Eight density functionals have each given an atomization energy for the same small molecule, a silicon atom carrying one chlorine and three cyano groups. Can each functional be recognised from its result?

Gas-phase SiCl(CN)₃, computed with Ansatz 0.2.0 using density functionals in def2-TZVPP and a frozen-core CCSD(T) estimate of the basis-set limit, all at the PBE0-D4/def2-TZVP geometry. For the molecule, the estimate takes Hartree–Fock and MP2 correlation extrapolated from def2-TZVPP and def2-QZVPP, and adds CCSD(T) less MP2 from def2-TZVPP alone. The atomization energy is the electronic energy of the free atoms minus that of the molecule at the same level, without zero-point or spin-orbit terms. The D4 term is the dispersion energy of the molecule. Candidates: BLYP-D4, PBE-D4, B3LYP-D4, SPW92, CAM-B3LYP-D4, wB97X-V, r2SCANh-D4, BHLYP-D4.

```
row  atomization energy (kcal/mol)  functional less CCSD(T) (kcal/mol)  D4 term (kcal/mol)
  A                         952.94                                6.06                 n/a
  B                        1114.34                              167.46                 n/a
  C                         929.62                              -17.25               -1.85
  D                         972.62                               25.75              -14.06
  E                         950.13                                3.25              -10.66
  F                         890.50                              -56.38               -8.68
  G                         948.68                                1.80               -5.92
  H                        1002.67                               55.79               -6.61
```

Two clues are enough to begin: the atomization energy, and the D4 term, an added dispersion energy that stabilises the molecule. Only two candidates, SPW92 and wB97X-V, do without D4, so they must be rows A and B. Row B binds far more strongly than any other row, which is the mark of SPW92, the local density approximation. It treats the electrons around each point as a uniform gas. Gradient corrections stabilise the strongly non-uniform free atoms more than the molecule, and so bring the atomization energy down. Row A is then wB97X-V, which has a dispersion part of its own.

The other six rows call for a second idea, the effect of exact exchange. In a multiple bond, correlation tends to keep two electrons at opposite ends, and this left–right correlation strengthens the bond. Exchange computed from the local density and its gradient imitates part of it, because it always places the exchange hole close to the electron. Exact exchange lets the hole spread over the whole bond and has no such imitation built in. Replacing one by the other should therefore weaken the binding, and three C≡N triple bonds give the effect ample room.

If a fraction of one exchange energy is replaced by the other and the orbitals hardly change, the energy varies linearly with that fraction. D4 has to be taken out first, because it differs between functionals. With E₀ for the atomization energy without D4 and x for the percentage of exact exchange, the model is

E₀(x) = E₀(0) + s·x

The slope s comes from two functionals outside the list, r2SCAN with no exact exchange and r2SCAN0 with 25 %. It is −1.53 kcal/mol for each per cent.

The candidate r2SCANh belongs to the same family and has 10 % exact exchange. Without D4, r2SCAN gives 943.3 kcal/mol, so the estimate is

943.3 − 10 × 1.53 = 928.0 kcal/mol

Row C, which played no part in fixing the slope, has 929.62 − 1.85 = 927.8 kcal/mol. This agreement identifies the row but doesn't test the explanation, since near-linearity within a family follows from the way the functionals are mixed. The small D4 term is a further sign, because r2SCAN already describes much of the attraction at medium range and needs little added.

PBE and BLYP contain no exact exchange, and functionals of their kind, built only on the density and its gradient, often overbind molecules with multiple bonds. They are therefore expected to be the two strongest binders among the rows with D4, namely H and D. To tell them apart, start from PBE0, the relative of PBE with 25 % exact exchange, and undo the mixing with the same slope. This puts PBE at about 988 kcal/mol without D4. Row H has 996 and row D has 959, so H is PBE and D is BLYP. The slope is borrowed from another family here, and an error of 8 kcal/mol is the price, but the wrong choice would cost 29.

BHLYP replaces half of the exchange in BLYP, so it should lie far below row D. The same slope predicts 882 kcal/mol without D4, and row F, the weakest binder, agrees to within 1 kcal/mol. Such closeness is partly luck, for the slope between PBE and PBE0 is about a fifth steeper. The assignment needs only the large drop, which no other row comes near.

Rows E and G remain for B3LYP and CAM-B3LYP, and here the energy is no help. They differ by only 1.5 kcal/mol, while the model, started from BLYP, puts B3LYP more than 11 kcal/mol too low. A plausible reason is that B3LYP applies the gradient corrections at less than full strength and so keeps some of the overbinding of the local density approximation. Taken alone, the estimate would even have pointed to row C, which the D4 term has already claimed for r2SCANh.

What is left is the size of the D4 term. It is fitted to make up for the attraction that each functional lacks, so close relatives often, though not always, need similar amounts. B3LYP is built largely from the parts of BLYP and BHLYP, with an intermediate share of exact exchange, and the D4 term of row E lies between theirs. That of row G lies outside this range. E is therefore probably B3LYP and G CAM-B3LYP, but a fitted correction is weaker evidence than a large difference in energy. The other six assignments can be called sure, that of row A only because of its dispersion treatment: its energy lies within 5 kcal/mol of both E and G.

The rows with their labels:

```
  functional            class  exact exchange, short range (%)  exact exchange, long range (%)  atomization energy (kcal/mol)  functional less CCSD(T) (kcal/mol)  D4 term (kcal/mol)
       SPW92              LDA                                0                               0                        1114.34                              167.46                 n/a
      PBE-D4              GGA                                0                               0                        1002.67                               55.79               -6.61
   revPBE-D4              GGA                                0                               0                         968.70                               21.82              -17.47
     BLYP-D4              GGA                                0                               0                         972.62                               25.75              -14.06
   r2SCAN-D4         meta-GGA                                0                               0                         945.05                               -1.83               -1.71
      B97M-V         meta-GGA                                0                               0                         951.43                                4.56                 n/a
  r2SCANh-D4    global hybrid                               10                              10                         929.62                              -17.25               -1.85
    B3LYP-D4    global hybrid                               20                              20                         950.13                                3.25              -10.66
     PBE0-D4    global hybrid                               25                              25                         955.07                                8.19               -5.71
  r2SCAN0-D4    global hybrid                               25                              25                         907.13                              -39.74               -2.04
    HSE06-D4  screened hybrid                               25                               0                         956.20                                9.33               -5.39
    BHLYP-D4    global hybrid                               50                              50                         890.50                              -56.38               -8.68
CAM-B3LYP-D4  range-separated                               19                              65                         948.68                                1.80               -5.92
     LC-wPBE  range-separated                                0                             100                         945.37                               -1.51                 n/a
     wB97X-V  range-separated                               17                             100                         952.94                                6.06                 n/a
     wB97M-V  range-separated                               15                             100                         956.38                                9.51                 n/a
      B2PLYP    double hybrid                               53                              53                         947.13                                0.25                 n/a
    PBE-QIDH    double hybrid                               69                              69                         941.18                               -5.70                 n/a
```

The labels confirm all eight assignments, the uncertain pair included. The rule used for that pair has exceptions, though: PBE and revPBE are close relatives, yet their D4 terms are −6.61 and −17.47 kcal/mol.

With the CCSD(T) estimate as the reference, the labelled rows also show why no single share of exact exchange is best. PBE starts 56 kcal/mol above the reference, and a quarter of exact exchange brings it down to 8 above. r2SCAN starts within 2 kcal/mol of the reference, and the same quarter carries it to 40 below. Exact exchange pushes both the same way; whether that helps depends on where the parent functional stood. Not every pair of relatives follows this pattern: wB97M-V contains exact exchange and B97M-V none, yet wB97M-V binds the molecule by 5 kcal/mol more. Their other parts differ too, and can outweigh the effect of the exchange.

B2PLYP shows what can offset the loss. It has about as much exact exchange as BHLYP, yet binds the molecule by 57 kcal/mol more. Part of its correlation is computed by perturbation theory, which can supply explicitly the left–right correlation that the exchange no longer imitates. The two functionals differ in other ways too, so the comparison supports this reading without proving it.

The small differences from the reference deserve less trust than the large ones. B3LYP lies 3 kcal/mol above the CCSD(T) estimate with its D4 term and 7 below without it, so its good result rests on two contributions that offset each other. It was also run in the form with VWN-RPA correlation, and the other common form, with VWN5, would give a somewhat different energy. LC-wPBE calls for similar care: its run carried a D4 term of about −6 kcal/mol, despite the n/a in the table, and the data don't show whether the listed atomization energy includes it. The functionals were also used in a finite basis, while the reference estimates the basis-set limit. That estimate has an error of its own, which these runs don't measure: for the molecule, only the Hartree–Fock and MP2 parts are extrapolated, the step from MP2 to CCSD(T) comes from the triple-zeta basis alone, and the correlation of the core electrons is left out. For one molecule, a lead of a few kcal/mol is therefore no reason to prefer a functional, whereas the overbinding of SPW92 and PBE and the underbinding of BHLYP and r2SCAN0 are far too large to be explained in this way. The output below gives the slopes and estimates used here.

Numerical output:

```
Slope from r2SCAN to r2SCAN0 without D4, kcal/mol per 1 % exact exchange: -1.53
Slope from PBE to PBE0 without D4, kcal/mol per 1 %: -1.868
Slope from BLYP to BHLYP without D4, kcal/mol per 1 %: -1.535
r2SCANh predicted without D4, kcal/mol: 928
r2SCANh computed without D4, kcal/mol: 927.8
PBE predicted from PBE0 without D4, kcal/mol: 987.6
PBE computed without D4, kcal/mol: 996.1
BLYP computed without D4, kcal/mol: 958.6
BHLYP predicted from BLYP without D4, kcal/mol: 882.1
BHLYP computed without D4, kcal/mol: 881.8
B3LYP predicted from BLYP without D4, kcal/mol: 928
B3LYP computed without D4, kcal/mol: 939.5
CAM-B3LYP computed without D4, kcal/mol: 942.8
Misses (prediction less computed) for r2SCANh, PBE, BHLYP, B3LYP, kcal/mol: 0.27, -8.45, 0.24, -11.51
B3LYP less CCSD(T) after removing D4, kcal/mol: -7.41
CAM-B3LYP less CCSD(T) after removing D4, kcal/mol: -4.12
SPW92 overbinding in per cent of the CCSD(T) value: 17.69
SPW92 less PBE-D4, kcal/mol: 111.7
PBE-D4 less BLYP-D4, kcal/mol: 30.05
B3LYP-D4 less CAM-B3LYP-D4, kcal/mol: 1.45
wB97X-V less CAM-B3LYP-D4, kcal/mol: 4.26
PBE0-D4 less r2SCAN0-D4 at equal exact exchange, kcal/mol: 47.94
HSE06-D4 less PBE0-D4, kcal/mol: 1.13
PBE-D4 less LC-wPBE, kcal/mol: 57.3
B2PLYP less BHLYP-D4, kcal/mol: 56.63
```
